## Trading exchange by the quarter

PBE0 is PBE with a quarter of its exchange energy replaced by exact exchange. If the electron density hardly changes, the atomization energy shifts in proportion to the share replaced. The slope depends on how differently the two kinds of exchange treat the molecule and its free atoms. Whether the shift helps depends on where PBE starts, and for this disilane, with one fluorine and one chlorine, it starts too low.

Electronic atomization energies (free atoms minus molecule, without zero-point or spin-orbit terms) of gas-phase FSiH2SiH2Cl, from Ansatz 0.2.0 with the def2-TZVPP basis at the PBE0-D4/def2-TZVP geometry. The reference is frozen-core CCSD(T) extrapolated to the basis-set limit. The D4 term is the molecule's dispersion energy, where negative values strengthen the binding.

| functional | class | exact exchange, short range (%) | exact exchange, long range (%) | atomization energy (kcal/mol) | functional less CCSD(T) (kcal/mol) | D4 term (kcal/mol) |
| --- | --- | --- | --- | --- | --- | --- |
| PBE-D4 | GGA | 0 | 0 | 599.77 | -6.42 | -4.30 |
| r2SCAN-D4 | meta-GGA | 0 | 0 | 604.02 | -2.17 | -1.01 |
| B3LYP-D4 | global hybrid | 20 | 20 | 599.33 | -6.86 | -7.01 |
| PBE0-D4 | global hybrid | 25 | 25 | 595.11 | -11.08 | -3.67 |
| wB97X-V | range-separated | 17 | 100 | 608.93 | 2.74 | n/a |
| wB97M-V | range-separated | 15 | 100 | 604.01 | -2.18 | n/a |
| B2PLYP | double hybrid | 53 | 53 | 593.69 | -12.50 | n/a |

## Why exact exchange weakens the bonds

Around each electron there is a region from which other electrons are partly excluded. In a bond, exact exchange spreads this region over both atoms, and correlation has to draw it back towards the electron. Semilocal exchange, which looks only at the density nearby, keeps the region compact from the start and so imitates part of that correlation. Exact exchange takes this help away, and the PBE correlation that remains does not replace it. The molecule usually loses more than the free atoms do, so the binding weakens. The totals in the table can confirm this direction, but not the mechanism or which bonds lose most.

The fluorine molecule F₂ is a simpler case. Exact exchange with no correlation does not bind it at all, whereas PBE binds it too strongly, so mixing the two improves the result. The comparison holds for the direction of the shift, not for its size or for the starting point. PBE already binds this disilane too weakly, so a shift in the same direction adds to the error.

The table shows this directly. PBE-D4 lies 6.4 kcal/mol below the coupled-cluster reference and PBE0-D4 lies 11.1 below it. The two share their correlation functional and the molecular geometry, and their dispersion terms differ by only 0.6 kcal/mol. Most of the drop therefore comes from the exchange.

## What the dispersion term hides

B3LYP-D4 seems to break the rule. It contains 20% exact exchange, yet its error is almost the same as that of PBE-D4. Much of the difference is masked by the D4 term, an added attraction between atoms whose strength is adjusted to each functional. It contributes 7.0 kcal/mol to the binding with B3LYP but only 4.3 with PBE. Without it, B3LYP falls 3.2 kcal/mol below PBE.

The proportional rule can now be tried on B3LYP. The line is drawn through PBE and PBE0, both without D4, and B3LYP plays no part in setting it:

- PBE starts at an error of −10.7 kcal/mol.
- A share of 25% lowers the binding by 4.0, so 20% should lower it by 4.0 × 20/25 = 3.2.
- The estimate for B3LYP is −10.7 − 3.2 = −13.9 kcal/mol, and the computed value is also −13.9.

This agreement does not confirm the rule, because B3LYP also uses different semilocal exchange and correlation, whose effects may happen to cancel. Running that semilocal part without exact exchange would show whether they do. The output below gives the same comparison for r2SCAN, and there the rule fails.

## Where the share of exact exchange is not enough

r2SCAN has no exact exchange, so the line would put it level with PBE. Without D4 its error is in fact only −3.2 kcal/mol, which is 7.5 better. The semilocal part therefore matters more here than a quarter of exact exchange does. r2SCAN also uses the kinetic-energy density of the orbitals, which tells a region held by a single electron pair from one where several orbitals overlap. That this is what repairs the silicon bonds is plausible, but a total over seven bonds cannot prove it.

The two range-separated functionals make the same point. Both use full exact exchange at long range and about 15% at short range, yet wB97X-V binds too strongly by 2.7 kcal/mol and wB97M-V too weakly by 2.2. Both also contain dispersion, as a nonlocal correlation term that the table does not list separately. Their shares of exact exchange are nearly equal, so the change of sign probably comes from their different semilocal parts. Errors this small should not be ranked finely, because the functionals were run in a triple-zeta basis while the reference is a basis-set limit.

B2PLYP has the largest error, −12.5 kcal/mol, and also the largest short-range share of exact exchange, 53%. It carries no dispersion term, so its fair partners are the hybrids without D4, and it is slightly better than both. Its second-order perturbation correlation is there to restore binding that exact exchange removes. That part converges slowly with the basis, so some of the remaining error probably belongs to the triple-zeta basis, and some to the missing dispersion.

## Using the result

The largest error is only about 2% of the atomization energy. A heat of reaction, however, is a small difference between such totals, and 12 kcal/mol would spoil it unless similar bonds on both sides cancel the error. For a related silane, the first question is whether the semilocal functional already binds too weakly. If it does, and exact exchange lowers the binding there as it does here, adding it alone makes matters worse. A hybrid is then worth choosing for its whole construction, including its dispersion term, and not for its percentage of exact exchange.

Output of the analysis:

```
Errors with and without D4 in kcal/mol:
        row  printed error  binding from D4  error without D4
     PBE-D4          -6.42              4.3            -10.72
  r2SCAN-D4          -2.17             1.01             -3.18
   B3LYP-D4          -6.86             7.01            -13.87
    PBE0-D4         -11.08             3.67            -14.75
    wB97X-V           2.74              n/a               n/a
    wB97M-V          -2.18              n/a               n/a
     B2PLYP          -12.5              n/a               n/a
Number of functionals that underbind: 6
Largest underbinding in per cent of the reference: 2.062
PBE0-D4 less PBE-D4, atomization energy, kcal/mol: -4.66
The same without D4, kcal/mol: -4.03
B3LYP-D4 less PBE-D4, kcal/mol: -0.44
B3LYP less PBE without D4, kcal/mol: -3.15
B3LYP-D4 less PBE0-D4, kcal/mol: 4.22
B3LYP less PBE0 without D4, kcal/mol: 0.88
Change per 10 per cent of exact exchange, kcal/mol: -1.612
Estimated error of B3LYP without D4, kcal/mol: -13.94
Estimate less computed for B3LYP, kcal/mol: -0.074
Estimate less computed for r2SCAN, kcal/mol: -7.54
r2SCAN-D4 less PBE-D4, kcal/mol: 4.25
wB97X-V less wB97M-V, kcal/mol: 4.92
B2PLYP less B3LYP without D4, kcal/mol: 1.37
B2PLYP less PBE0 without D4, kcal/mol: 2.25
```
